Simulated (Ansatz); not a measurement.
Ligand exchange: SnH3F + In(CH3)2(NH2) → SnH3(NH2) + In(CH3)2F

Gas-phase species: SnH3F `[F][SnH3]`, singlet; In(CH3)2(NH2), singlet; SnH3(NH2), singlet; In(CH3)2F, singlet. The partners trade F for NH2: Sn–F and In–NH2 bonds give way to Sn–NH2 and In–F.

Shapes, held fixed at every level: PBE0-D4/def2-TZVP. Programs: Ansatz 0.2.0. The zero-point and thermal change to 298 K, harmonic and unscaled (PBE0-D4/def2-TZVP), is +1.0 kJ/mol.

```tsv
level	kind	ΔH(298 K) (kJ/mol)	less CCSD(T)/def2-TZVPP
PBE-D4/def2-TZVPP	GGA	-8.8	-2.8
PBE0-D4/def2-TZVPP	global hybrid	-7.4	-1.4
r2SCAN0-D4/def2-TZVPP	global hybrid	-6.7	-0.7
wB97X-V/def2-TZVPP	range-separated hybrid	-5.0	+1.0
MP2/def2-SVP	perturbation theory	-6.9	-0.9
CCSD(T)/def2-SVP	coupled cluster or CI	-6.4	-0.4
CCSD/def2-SVP	coupled cluster or CI	-6.7	-0.7
CCSD(T)/def2-TZVPP	coupled cluster or CI	-6.0	0.0
```

The highest level, CCSD(T)/def2-TZVPP, gives ΔH(298 K) = -6.0 kJ/mol; the levels span -8.8 to -5.0. The column of differences is taken from that level and isn't an error. No measured value is set beside it here. For atoms past krypton def2 sets carry core potentials with scalar relativity. Outer-core shells of In, Sn are correlated, in sets that cover them unevenly.

The exchange is mildly exothermic at every level, so fluoride favours indium and amide favours tin, though only by a small margin. The preference probably reflects the more electropositive character of indium: trading NH2 for the more electronegative F gains more ionic stabilisation there than at tin. Donation from the ligand lone pair into the formally empty p orbital of three-coordinate indium should pull the other way, since amide is the better π donor, which may help explain why the net preference is so slight. The spectator groups, methyl on indium and hydrogen on tin, may also contribute, so the value isn't a pure metal-to-metal comparison.

Because each side has one metal–fluorine and one metal–nitrogen bond, much of the correlation energy cancels. Accordingly, adding triples in the smaller basis moves the result only from -6.7 to -6.4 kJ/mol. The gas-phase preference needn't carry over to condensed phases, where dimethylindium fluoride and amide can associate through bridging ligands, with different energy gains.
